Tb²⁺ looks wrong. It has six electrons more than Pr²⁺, yet Σ<r²>, the mean square radius summed over all electrons, falls from 43.45 to 39.32 bohr², while f(0.3 Å⁻¹) gains 5.96 electrons, as if the newcomers scattered without loss. Before such values are used, one limit counts: they are non-relativistic Hartree-Fock results, and $(Z\alpha)^2$ is 0.225 for Tb and 0.276 for Hf. Relativity contracts the innermost shells, which carry f at large $s$, so the large-$s$ values of the heavy rows belong to the method and are not those of the real ions. Correlation and anomalous dispersion are absent too, and open shells are averaged over the configuration.

Doubly charged atomic ions (charge +2), computed with the B-spline radial atomic code, version 1. All-electron non-relativistic Hartree-Fock, averaged over the configuration, for a spherical ion with a point nucleus at the radial basis-set limit.

| species | Z | electrons | configuration | f(0.3 Å⁻¹) (electrons) | f(1.2 Å⁻¹) (electrons) | f(3.0 Å⁻¹) (electrons) | f(6.0 Å⁻¹) (electrons) | Σ<r²> (bohr²) |
| --- | --- | --- | --- | --- | --- | --- | --- | --- |
| Be2+ | 4 | 2 | [He] | 1.726 | 0.424 | 0.032 | 0.003 | 0.4637 |
| Ar2+ | 18 | 16 | [Ne] 3s2 3p4 | 10.239 | 3.434 | 1.116 | 0.412 | 15.75 |
| Ga2+ | 31 | 29 | [Ar] 3d10 4s1 | 21.569 | 6.580 | 2.218 | 0.973 | 17.83 |
| Sr2+ | 38 | 36 | [Kr] | 25.780 | 8.529 | 3.288 | 1.176 | 26.68 |
| Rh2+ | 45 | 43 | [Kr] 4d7 | 30.673 | 11.710 | 4.202 | 1.432 | 30.50 |
| Te2+ | 52 | 50 | [Kr] 4d10 5s2 5p2 | 36.081 | 14.561 | 4.846 | 1.818 | 41.71 |
| Pr2+ | 59 | 57 | [Xe] 4f3 | 41.067 | 16.442 | 5.539 | 2.322 | 43.45 |
| Tb2+ | 65 | 63 | [Xe] 4f9 | 47.028 | 17.917 | 6.390 | 2.782 | 39.32 |
| Hf2+ | 72 | 70 | [Xe] 4f14 5d2 | 53.816 | 20.034 | 7.649 | 3.284 | 40.66 |

For a spherical density of $N$ electrons, $f=\sum\langle \sin(qr)/qr\rangle$ with $q=4\pi s$ and $s=\sin\theta/\lambda$. An electron counts fully when $qr\ll1$ and cancels once its density spreads beyond $r\approx\pi/q$, which is 1.575, 0.394, 0.157 and 0.079 bohr for the four columns. Each column therefore weights the charge well inside a fixed length, without equalling the charge enclosed there, and it climbs fastest in $Z$ when a shell is shrinking through that length. Two models with no constant fitted to the table are set against it, hydrogenic shells with Slater's screening and the shell-free Thomas-Fermi ion; the output of the comparison follows the text.

### Be²⁺ to Ga²⁺

Expanding the sine gives $f\approx N-q^2\Sigma\langle r^2\rangle/6$, a lower bound. At $s=0.3$, $q=1.995$ bohr⁻¹, and Be²⁺ gives $2-3.98\times0.4637/6=1.69$ against 1.726. Every other row is missed by 4.4 to 13.8 electrons. Further output of the same calculation sets the range: for Ar²⁺ the error is 0.09 electron at $s=0.1$ and 1.2 at $s=0.2$.

Ar²⁺ has the lowest f(0.3)/N, 0.640, and the highest Σ<r²>/N, 0.984 bohr². The same output shows why: its 3s and 3p electrons have mean radii of 1.34 and 1.48 bohr, close to $\pi/q$, and supply $2\times2.066+4\times2.537=14.28$ of the 15.75 bohr². Ga²⁺ adds thirteen electrons but only 2.08 bohr², and f(0.3)/N recovers to 0.744. In the output the 3s and 3p electrons, now eight, hold only 4.3 bohr², while the ten 3d electrons bring 7.8 and the single 4s electron 5.4. The 3d electrons occupy the same region as 3s and 3p and screen these only partly from thirteen extra protons, so the old outer shell contracts strongly.

### Ga²⁺ to Rh²⁺

Here the columns part. The slope $df/dZ$ at 6.0 Å⁻¹ drops from 0.043 (Ar to Ga) to 0.029 electron per unit $Z$ (Ga to Sr), while at 3.0 Å⁻¹ it rises from 0.085 to 0.153.

A 1s density $\propto e^{-2\zeta r}$ transforms to $16\zeta^4/(4\zeta^2+q^2)^2$ per electron, so

$$f_K=\frac{2}{[1+(q/2\zeta)^2]^2},\qquad \zeta=Z-\tfrac{5}{16}.$$

For Sr²⁺ at 6.0 Å⁻¹, $q=39.90$ bohr⁻¹ and $\zeta=37.69$, so $(q/2\zeta)^2=0.280$ and $f_K=2/1.280^2=1.220$. The table has 1.176: two of 36 electrons account for the value, with an excess of 3.8% of it. The L shell follows the same way, with $x=q/\zeta$: $(1-x^2)/(1+x^2)^4$ for 2p, and that times $(1-2x^2)$ for 2s. Slater's rules give $\zeta=38-7\times0.35-2\times0.85=33.85$, so $x^2=1.389$, six 2p electrons give $-0.072$, two 2s give $+0.042$, and the sum is about $-0.03$. With all shells the model lies 1.0% above the table. Sr was fitted no more than any other row.

In this picture the dip arises because $f_K$ is flattening towards 2 while L still hovers near zero (0.009, −0.029 and 0.013 for Ga, Sr and Rh). The model's slopes, 0.046, 0.026 and 0.031, follow the table's 0.043, 0.029 and 0.037. The negative L part is the model's statement, not an output of the calculation. The model's 1s radius at Sr is about 1% smaller than the Hartree-Fock one in the further output, which by itself raises $f_K$ there by roughly 1%. That is about the 1.0% by which the full model, negative L included, exceeds the table at Sr, so it does not replace that part. At Ga, where the model's L part is positive, the full model is 3.5% high. At 3.0 Å⁻¹ the length $\pi/q$ is twice as long and L is already passing through it, with model parts of 0.45, 1.31 and 2.28 electrons in those rows.

### Rh²⁺ to Pr²⁺

Since a shell's part depends on $q/\zeta$ alone, doubling $s$ moves its steep stretch to twice the charge and halves the slope. The Ga to Sr peak at 3.0 Å⁻¹, with $\zeta$ near 30, should return at 6.0 Å⁻¹ near $\zeta=60$, $Z$ about 64, with slope $0.153/2\approx0.077$. The table's steepest step is Pr to Tb, 0.077. So close a match is partly luck, because K and M, which are screened differently, return at other values of $Z$, and the rows are six or more units apart. In the model itself the L part at 3.0 Å⁻¹ is steepest one step later, Sr to Rh (0.139 against 0.123), and at 6.0 Å⁻¹ it is still steepening from Tb to Hf. That more than K is at work needs no model: from Pr on f(6.0) exceeds 2.

At 1.2 Å⁻¹ the steep steps are Sr to Rh (0.454) and Rh to Te (0.407). The model assigns them to the M shell but places them one step late and is 13.9% low at Rh; its 3d orbital at Rh is about a fifth larger than the Hartree-Fock one, which fits that delay. Σ<r²> jumps by 11.21 bohr² at Te²⁺, where 5s² 5p² opens a new shell, yet f(0.3)/N stays between 0.713 and 0.722 from Sr to Pr, because $r^2$ weights distant charge without limit and $f$ can lose little more than one unit per electron.

### Pr²⁺ to Hf²⁺

In the further output for Tb²⁺, $\langle r^2\rangle$ is 0.862 bohr² for 4f, 2.356 for 5s and 2.996 for 5p. The eight 5s and 5p electrons hold $2\times2.356+6\times2.996=22.7$ of the 39.32 bohr². Six 4f electrons of that size add 5.2 bohr², so the other 57 must have lost $5.2+4.1=9.3$. The orbital data for Pr²⁺ and Tb²⁺ put a little over half of this loss in 5s and 5p and most of the rest in 4d, 4f and 4p. Incomplete screening accounts for it: 4f charge, at mean radius 0.82 bohr, overlaps the other n = 4 shells and is partly penetrated by 5s and 5p, so it does not fully screen the added protons from any of them.

The gain of 5.96 in f(0.3) is a cancellation. Because $\sin y/y\le1-y^2/6+y^4/120$, a 4f electron with $\langle r^4\rangle=1.971$ bohr⁴ scatters at most $1-0.572+0.260=0.69$. Six of them fall short by at least 1.87 electrons, and contraction of the rest returns nearly as much, leaving $N-f$ at 15.93, 15.97 and 16.18 for Pr, Tb and Hf. At Hf²⁺ Σ<r²> rises again, by 1.34 bohr², as is expected when two 5d electrons enter well outside the 4f shell.

The last step is steeper than the one before at both 3.0 Å⁻¹ (0.142 to 0.180) and 1.2 Å⁻¹ (0.246 to 0.302). Tb's $n=3$ orbitals (0.22 to 0.25 bohr) and its 4s, 4p and 4d (0.58 to 0.63 bohr) each stand at about 1.5 times the respective $\pi/q$, which suggests that both shells are arriving. This remains a guess: the model's slopes there are 0.104 and 0.107, it is 12.2% low for Hf at 3.0 Å⁻¹, and it also misses the levelling at 6.0 Å⁻¹ (0.092 against 0.072).

### How far the models go

From Ar to Hf the root-mean-square errors relative to the table are 9.3, 7.2, 7.1 and 3.0% for the shells and 4.3, 4.3, 4.3 and 5.8% for Thomas-Fermi. The shell-free ion gives the better magnitudes in three columns, so most of the rise is general scaling with $Z$; but its slopes at the three larger $s$ increase steadily and show none of the dips. The shell model is 7 to 14% low at 0.3 Å⁻¹ in those rows, and its outer orbitals are too large (about twice for Tb's 5s and 5p). Taking $\zeta$ from the Hartree-Fock radii cures that column for Ar and Tb but leaves errors of up to about 6% elsewhere. Be is kept out of the averages because rounding is 17% of its f(6.0); there Thomas-Fermi fails grossly, and the shell model's deficits of 9.6% at 3.0 Å⁻¹ and 27.2% at 6.0 Å⁻¹ exceed rounding, plausibly because the true cusp is set by $Z$ and not by $\zeta$.

The neutral atoms would differ mainly in Σ<r²> and at small $s$, since the model puts the outermost shell of Ar²⁺ and Tb²⁺ at hundredths of an electron by 3.0 Å⁻¹. An isoelectronic series held to one configuration should show the same kind of passages, shell by shell, with f approaching the fixed $N$.

Numerical output:

```
q(1/bohr) at s=0.3,1.2,3,6: 1.99 7.98 19.95 39.90; pi/q(bohr): 1.575 0.394 0.157 0.079; f floor 0.0005 e (17% of Be f6)
Be2+ f.3/N 0.863 N-f.3 0.27 r2/N 0.232 quad-f.3 -0.03 f6/N 0.1% (Za)^2 0.001
Ar2+ f.3/N 0.640 N-f.3 5.76 r2/N 0.984 quad-f.3 -4.69 f6/N 2.6% (Za)^2 0.017
Ga2+ f.3/N 0.744 N-f.3 7.43 r2/N 0.615 quad-f.3 -4.40 f6/N 3.4% (Za)^2 0.051
Sr2+ f.3/N 0.716 N-f.3 10.22 r2/N 0.741 quad-f.3 -7.48 f6/N 3.3% (Za)^2 0.077
Rh2+ f.3/N 0.713 N-f.3 12.33 r2/N 0.709 quad-f.3 -7.90 f6/N 3.3% (Za)^2 0.108
Te2+ f.3/N 0.722 N-f.3 13.92 r2/N 0.834 quad-f.3 -13.75 f6/N 3.6% (Za)^2 0.144
Pr2+ f.3/N 0.720 N-f.3 15.93 r2/N 0.762 quad-f.3 -12.89 f6/N 4.1% (Za)^2 0.185
Tb2+ f.3/N 0.746 N-f.3 15.97 r2/N 0.624 quad-f.3 -10.11 f6/N 4.4% (Za)^2 0.225
Hf2+ f.3/N 0.769 N-f.3 16.18 r2/N 0.581 quad-f.3 -10.79 f6/N 4.7% (Za)^2 0.276
Slater model parts K L M rest (e) at s=1.2 | 3.0 | 6.0; K-only error at s=6
Be2+ 0.424 0.000 0.000 0.000 | 0.029 0.000 0.000 0.000 | 0.002 0.000 0.000 0.000 ; -27.2%
Ar2+ 1.811 1.416 0.012 0.000 | 1.151 0.004 0.009 0.000 | 0.387 0.025 0.001 0.000 ; -6.0%
Ga2+ 1.934 4.969 -0.015 0.003 | 1.636 0.447 0.047 0.001 | 0.988 0.009 0.009 0.000 ; +1.6%
Sr2+ 1.956 5.917 -0.240 0.147 | 1.747 1.309 0.342 0.003 | 1.220 -0.029 -0.004 0.001 ; +3.8%
Rh2+ 1.968 6.498 1.627 -0.006 | 1.815 2.281 0.451 0.004 | 1.391 0.013 -0.002 0.004 ; -2.9%
Te2+ 1.976 6.872 4.409 0.350 | 1.859 3.179 0.134 0.127 | 1.515 0.193 0.067 0.000 ; -16.7%
Pr2+ 1.982 7.125 6.995 0.981 | 1.889 3.944 -0.266 0.144 | 1.607 0.507 0.201 -0.002 ; -30.8%
Tb2+ 1.985 7.281 8.820 0.816 | 1.908 4.491 -0.370 -0.043 | 1.668 0.856 0.315 0.020 ; -40.1%
Hf2+ 1.988 7.416 10.509 -0.261 | 1.925 5.019 -0.084 -0.145 | 1.723 1.320 0.378 0.081 ; -47.5%
error % at s=0.3 1.2 3 6: Slater shells | Thomas-Fermi
Be2+ 0.6 0.1 -9.6 -27.2 | -10.1 -4.8 277.1 1405.6
Ar2+ -7.7 -5.7 4.3 0.3 | 0.9 -4.9 -3.9 1.0
Ga2+ -8.6 4.7 -3.9 3.5 | -9.5 3.6 5.4 -5.1
Sr2+ -7.2 -8.8 3.4 1.0 | -4.1 5.0 -4.9 5.7
Rh2+ -9.6 -13.9 8.3 -1.9 | -2.1 -4.2 -5.4 11.1
Te2+ -13.8 -6.5 9.3 -2.4 | -1.8 -6.7 0.7 8.0
Pr2+ -9.4 3.9 3.1 -0.4 | -0.4 -2.4 5.3 1.7
Tb2+ -8.5 5.5 -6.3 2.8 | -2.9 1.7 4.6 -2.3
Hf2+ -8.1 -1.9 -12.2 6.6 | -4.7 4.0 1.0 -4.0
rms % Ar-Hf (Be apart: rounding): 9.3 7.2 7.1 3.0 | 4.3 4.3 4.3 5.8
df/dZ (e per Z), steps to Ar2+ Ga2+ Sr2+ Rh2+ Te2+ Pr2+ Tb2+ Hf2+ : table | TF
s=1.2 table 0.215 0.242 0.278 0.454 0.407 0.269 0.246 0.302 | TF 0.204 0.273 0.305 0.323 0.338 0.352 0.363 0.374
s=1.2 shells 0.201 0.281 0.127 0.330 0.503 0.496 0.303 0.107
s=3.0 table 0.077 0.085 0.153 0.131 0.092 0.099 0.142 0.180 | TF 0.068 0.097 0.112 0.121 0.129 0.136 0.142 0.148
s=3.0 shells 0.081 0.074 0.181 0.164 0.107 0.059 0.046 0.104
s=6.0 table 0.029 0.043 0.029 0.037 0.055 0.072 0.077 0.072 | TF 0.026 0.039 0.046 0.050 0.053 0.057 0.059 0.062
s=6.0 shells 0.029 0.046 0.026 0.031 0.053 0.077 0.091 0.092
Ar2+ expansion-f (e) s=.05-.2: q^2 -0.006 -0.088 -0.414 -1.185 | q^4 -0.000 0.006 0.061 0.317
Ar2+ Slater/HF <r>: 1s 0.99 2s 1.05 2p 0.96 3s 1.35 3p 1.14
Ar2+ zeta from HF <r>: err % -1.1 -6.2 3.4 -1.0 | outermost shell (e) 1.017 0.090 0.016 0.003
Tb2+ expansion-f (e) s=.05-.2: q^2 -0.012 -0.188 -0.883 -2.536 | q^4 0.000 0.012 0.129 0.663
Tb2+ Slater/HF <r>: 1s 0.99 2s 0.99 2p 0.98 3s 0.99 3p 0.95 3d 1.10 4s 1.12 4p 1.05 4d 1.30 5s 2.23 5p 1.93 4f 1.36
Tb2+ zeta from HF <r>: err % -0.5 3.3 -5.7 -2.9 | outermost shell (e) 0.655 0.171 0.061 -0.000
```
